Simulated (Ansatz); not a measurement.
**KBr: band masses and rigid-band transport (computed with Ansatz 0.2.0)**

Space group Fm-3m (No. 225), 2 atoms in the cell of the first input below: a = 4.656 Å, b = 4.656 Å, c = 4.656 Å, α = 60.00°, β = 60.00°, γ = 60.00°.

The structure is a measured one, not always of the ambient phase, taken without relaxation (pressure 0.8 GPa with this functional, without spin–orbit coupling). Functional: PBE.

Spin–orbit coupling is left out. Kohn–Sham gap between the band edges found on a fine mesh: 4.45 eV.

Levels at points 0.012 Å⁻¹ about the band edges give the masses:

```yaml
crystal:
  lattice:
    - [0.0, 3.2925005703, 3.2925005703]
    - [3.2925005703, 0.0, 3.2925005703]
    - [3.2925005703, 3.2925005703, 0.0]
  atoms:
    - { symbol: K, position: [0.0, 0.0, 0.0] }
    - { symbol: Br, position: [0.5, 0.5, 0.5] }
basis:
  ecutwfc: 420
  ecutrho_ratio: 4
kpoints:
  mp_grid: { grid: [10, 10, 10] }
hamiltonian:
  xc: pbe
scf:
  occupations: { method: gaussian, width: 0.05 }
output:
  forces: true
  stress: true
  eigenvalues: true
  eigenstates:
    kpoints:
      - [0.0, 0.0, 0.0]
      - [0.0, 0.006288213, 0.006288213]
      - [0.0, -0.006288213, -0.006288213]
      - [0.006288213, 0.0, 0.006288213]
      - [-0.006288213, 0.0, -0.006288213]
      - [0.006288213, 0.006288213, 0.0]
      - [-0.006288213, -0.006288213, 0.0]
      - [0.004446438, 0.004446438, 0.008892876]
      - [-0.004446438, -0.004446438, -0.008892876]
      - [0.004446438, 0.008892876, 0.004446438]
      - [-0.004446438, -0.008892876, -0.004446438]
      - [0.008892876, 0.004446438, 0.004446438]
      - [-0.008892876, -0.004446438, -0.004446438]
      - [0.007261003, 0.007261003, 0.007261003]
      - [-0.007261003, -0.007261003, -0.007261003]
      - [0.0, 0.0, 0.0]
      - [0.0, 0.006288213, 0.006288213]
      - [0.0, -0.006288213, -0.006288213]
      - [0.006288213, 0.0, 0.006288213]
      - [-0.006288213, 0.0, -0.006288213]
      - [0.006288213, 0.006288213, 0.0]
      - [-0.006288213, -0.006288213, 0.0]
      - [0.004446438, 0.004446438, 0.008892876]
      - [-0.004446438, -0.004446438, -0.008892876]
      - [0.004446438, 0.008892876, 0.004446438]
      - [-0.004446438, -0.008892876, -0.004446438]
      - [0.008892876, 0.004446438, 0.004446438]
      - [-0.008892876, -0.004446438, -0.004446438]
      - [0.007261003, 0.007261003, 0.007261003]
      - [-0.007261003, -0.007261003, -0.007261003]
    de_dk: true
    e_range: [-2.827224486699, 2.826607975135]
```

```bash
ansatz run input.yaml --threads 4 --pin off --max-ram 9216MiB --backend cpu --events-out ev --progress --plain --runs-dir out
```

Time: 1.4 s on 4 threads of Arm Neoverse V1 (shared host), peak memory 0.35 GiB.

Edges at k = (0.000, 0.000, 0.000) and (0.000, 0.000, 0.000); masses in electron masses along fixed Cartesian directions (which need not be the axes of a valley), negative for hole-like bands, for at most the three nearest levels of the same spin at these k-points, within 0.3 eV:

```json
{"edge": "valence", "band": "1", "from the edge (meV)": "0", "degeneracy": "3", "x": "-3.7", "y": "-3.7", "z": "-3.7", "111": "-2.856"}
{"edge": "valence", "band": "2", "from the edge (meV)": "0", "degeneracy": "3", "x": "-3.7", "y": "-3.7", "z": "-3.7", "111": "-2.856"}
{"edge": "valence", "band": "3", "from the edge (meV)": "0", "degeneracy": "3", "x": "-0.578", "y": "-0.578", "z": "-0.578", "111": "-0.639"}
{"edge": "conduction", "band": "1", "from the edge (meV)": "0", "degeneracy": "1", "x": "0.378", "y": "0.378", "z": "0.378", "111": "0.378"}
```

These curvatures agree with the slopes at the same points. They hold at the edge alone, and further out the bands need not be parabolic. Degenerate bands can be warped: each is named by its order in energy along a direction and has no mass tensor of its own.

The states of the whole zone with their velocity products:

```yaml
crystal:
  lattice:
    - [0.0, 3.2925005703, 3.2925005703]
    - [3.2925005703, 0.0, 3.2925005703]
    - [3.2925005703, 3.2925005703, 0.0]
  atoms:
    - { symbol: K, position: [0.0, 0.0, 0.0] }
    - { symbol: Br, position: [0.5, 0.5, 0.5] }
basis:
  ecutwfc: 420
  ecutrho_ratio: 4
kpoints:
  mp_grid: { grid: [10, 10, 10] }
hamiltonian:
  xc: pbe
scf:
  occupations: { method: gaussian, width: 0.05 }
output:
  forces: true
  stress: true
  eigenvalues: true
  states_by_energy: { minimum_broadening: 0.025 }
```

```bash
ansatz run input.yaml --threads 4 --pin off --max-ram 9216MiB --backend cpu --events-out ev --progress --plain --runs-dir out
```

Time: 42 s on 4 threads of Arm Neoverse V1, on a shared host, peak memory 0.78 GiB.

From that table, at a constant relaxation time τ with Fermi–Dirac weights and rigid bands:

```tsv
T (K)	doping (cm⁻³)	μ − E_F (eV)	σ_xx/τ (10²⁰/Ω m s)	S_xx (μV/K)	Lorenz (10⁻⁸ V²/K²)	ħω_p,xx (eV)
300	n 1e19	2.255	0.00715	-183	1.96	0.187
300	p 1e19	-2.136	0.000911	517	1.82	0.067
300	n 1e20	2.421	0.0673	-54	2.32	0.574
300	p 1e20	-2.198	0.00904	321	1.84	0.210
300	n 1e21	3.017	0.51	-13	2.43	1.580
300	p 1e21	-2.278	0.0847	144	2.01	0.644
600	n 1e19	2.208	0.00695	-266	1.88	0.184
600	p 1e19	-1.983	0.00075	618	1.73	0.061
600	n 1e20	2.409	0.0662	-102	2.13	0.569
600	p 1e20	-2.103	0.00746	421	1.74	0.191
600	n 1e21	3.013	0.507	-26	2.40	1.576
600	p 1e21	-2.234	0.071	231	1.79	0.590
900	n 1e19	2.143	0.00674	-318	1.85	0.182
900	p 1e19	-1.799	0.000599	678	1.42	0.054
900	n 1e20	2.389	0.0647	-140	2.02	0.563
900	p 1e20	-1.978	0.00597	480	1.42	0.171
900	n 1e21	3.006	0.504	-39	2.36	1.570
900	p 1e21	-2.164	0.0575	285	1.42	0.531
```

Problem. Which of the dopings listed at 300 K has the largest power factor S²σ/τ along x?

Solution. n 1e19: 0.24, p 1e19: 0.24, n 1e20: 0.2, p 1e20: 0.93, n 1e21: 0.088, p 1e21: 1.7 (10¹¹ W/m K² s), so p 1e21 cm⁻³, if τ is the same for all.

Problem. What conductivity mass along x follows from the plasma energy at 1e19 electrons per cm³ and 300 K, and how does it compare with the band-edge mass?

Solution. (ħω_p)² = ħ² n e²/(ε0 m) gives m = 0.394, against 0.378 at the edge: the two agree within a tenth.

Caveats: crystals with gaps this wide can seldom be doped to such densities with both signs of carrier, so the rows show what the bands would give; melting, decomposition and changes of phase at these temperatures weren't checked; no scattering is computed, and the gap isn't corrected; spin–orbit coupling, left out, splits the Br p valence bands by some tenths of an eV, so hole masses, degeneracies and p rows are those of the unsplit bands.

The contrast between electrons and holes follows from orbital character. The conduction minimum is s-like and spread over both ions, giving a light, isotropic mass of 0.378. The valence top consists of Br 4p states that disperse mainly through weak overlap between neighbouring anions: p orbitals pointing along the wavevector form the lighter band, those perpendicular to it the two heavy ones. The resulting large density of states explains why, at every listed density and temperature, holes have the larger Seebeck magnitude but the smaller σ/τ.

Heating lowers σ/τ much more for holes than for electrons, and at 900 K the hole Lorenz number drops to 1.42, below the non-degenerate parabolic-band limit. This suggests that thermally excited holes sample the slower states of a narrow band. The favourable p-type power factor is therefore a property of the rigid bands, not a prediction for real KBr, where holes are known to self-trap as Br₂⁻ molecular ions and move by hopping.
